## When a density rule fails: the dielectric constant of strained GaP

When gallium phosphide is squeezed or stretched equally in all directions, can its refractive index be corrected from the density alone? For light well below the band gap, and well above the lattice vibrations, the index is the square root of the electronic dielectric constant $\varepsilon$. The table follows this constant through uniform compression and expansion, calculated with the r2SCAN functional and the atoms held still in the field. The crystal is cubic, so its three components are equal and each row holds one independent result.

Zinc-blende GaP under uniform strain, calculated with Ansatz 0.2.0 using the r2SCAN functional, PAW potentials, a 500 eV plane-wave cutoff and a 6×6×6 k mesh, with fixed occupations and no spin polarisation or spin–orbit coupling. The dielectric constant is the electronic response at fixed atoms, with a stated error of about 0.03–0.04 for each value.

```
volume (Å³/atom)  shortest distance (Å)  electronic dielectric xx
          17.910                  2.266                     8.957
          18.476                  2.289                     9.018
          19.053                  2.313                     9.105
          19.642                  2.337                     9.219
          20.244                  2.360                     9.363
          20.857                  2.384                     9.540
          21.483                  2.407                     9.756
          22.121                  2.431                    10.018
          22.771                  2.455                    10.336
```

The density rule treats the crystal as a collection of atoms with fixed polarisability. Spreading them over a larger volume $V$ must then weaken the response. In its usual form, the Clausius–Mossotti relation, the ratio $(\varepsilon-1)/(\varepsilon+2)$ is proportional to $1/V$. Anchored at the row of lowest energy, 20.244 Å³/atom, this rule predicts 6.7 for the most expanded cell, whereas the calculation gives 10.3.

The error is one of direction, since $\varepsilon$ rises at every step of the expansion. The product $(\varepsilon-1)V$, which measures the response of one cell, grows by 49% from the first row to the last. The electrons are thinner on the ground, but each cell polarises more easily. The density rule fails because it holds fixed a polarisability that in fact grows with the volume.

### Letting the bonds soften

An electric field polarises a bond by mixing a little of its empty antibonding state into its filled bonding state. The mixing is easier when the two lie closer in energy. This gives the simple estimate

$$\varepsilon-1 \propto \frac{n}{E^2},$$

where $n$ is the density of valence electrons and $E$ an average energy for lifting an electron from a filled to an empty state. With a fixed number of electrons per cell, $n$ falls as $d^{-3}$, where $d$ is the bond length, printed as shortest distance.

The splitting between bonding and antibonding states comes largely from the coupling of orbitals on neighbouring atoms. Harrison's scaling rule lets this coupling fall as $d^{-2}$. The rest of the splitting comes from the difference between Ga and P atoms and should depend less on distance, so 2 is about the largest power this picture allows for $E$. If $E$ follows the coupling alone, $1/E^2$ grows as $d^4$, which outweighs the dilution, and $\varepsilon-1$ becomes proportional to $d$. More generally, if $E$ falls as $d^{-p}$, then $\varepsilon-1$ varies as $d^{2p-3}$. Expansion raises the dielectric constant when $p$ exceeds 3/2 and lowers it when $p$ is smaller.

For the most expanded cell the estimate runs as follows. The bond has lengthened from 2.360 to 2.455 Å, a factor of 1.04. The anchor value of $\varepsilon-1$ is 8.363, so the prediction is $\varepsilon = 1 + 1.04\times 8.363 \approx 9.70$. The direction is now right, but the predicted rise of 0.33 is only about a third of the calculated 0.97.

### Agreement that hides a wrong slope

On the compressed side the bond rule looks much better, with every value within 0.1 of the calculation. The slope tells a different story. Shortening the bond by 1% from the anchor lowers $\varepsilon$ by 0.14, while the rule allows only 0.08. At the strongest compression the calculated curve appears flatter than the rule, though by less than the stated error of a single value, so the two errors in slope may partly offset each other.

A sharper test asks which power $p$ would reproduce each step between neighbouring rows. It climbs from about 1.9 at the compressed end, close to Harrison's value of 2, to 3.3 at the expanded end. Each of these powers is uncertain by a few tenths if the stated errors of $\varepsilon$ are independent from row to row. The climb as a whole is several times larger than that uncertainty. No single power therefore follows the calculated curve from one end to the other, however close the values of the bond rule lie on the compressed side.

### One average for unequal gaps

A likely reason can be seen in the energies of the same calculations. A uniform field lifts electrons without changing their crystal momentum, so the relevant gaps are vertical ones, taken at a single point of the Brillouin zone. Between 18.476 and 22.121 Å³/atom the vertical gap shrinks by 50% at the zone centre $\Gamma$, by 24% at the boundary point L and by only 6% at the boundary point X. The average energy $E$ deduced from $\varepsilon$ falls by 14%, in between these extremes.

The large shift at $\Gamma$ has a chemical origin. The lowest empty state there is an antibonding combination of s orbitals, whose energy drops quickly as the atoms separate. At X the lowest empty state has a mixed s and p character and moves more nearly in step with the filled states. No single bond energy can describe both.

It would be just as wrong to let the gap at $\Gamma$ stand for the whole crystal. Put into the same formula, with the same anchor, it gives $\varepsilon\approx 24$ for the most expanded cell. The zone centre is a small region, and most of the response comes from transitions elsewhere, whose energies change less.

The uneven gaps also offer an explanation for the upward curve. Low-energy transitions carry extra weight because $E$ enters as $1/E^2$, so a gap that is already small gains influence as it closes. At $\Gamma$ the first step of expansion removes 8% of the gap and the last removes 15%. Theory thus leads one to expect a response that accelerates with expansion, as the table shows, although these figures do not separate the share of $\Gamma$ from that of its surroundings.

### How far to trust the steep end

The accelerating part is also where the calculation itself deserves most caution. The functional r2SCAN usually makes semiconductor gaps too small, which tends to go with too large an electronic response. When the direct gap is already closing, the same error in energy has a greater effect, so the real crystal probably enters the steep regime at a larger volume. The mesh of crystal momenta adds a second doubt, because it represents the sensitive region around $\Gamma$ by very few points.

For small strains around the anchor, the calculated slope is probably a better guide than either rule: $\varepsilon$ changes by roughly 0.16 for each per cent in bond length, and rises on expansion. For strains of several per cent on the expanded side, the open question is how much of the steep rise would survive a denser mesh and a method that gives a wider direct gap.
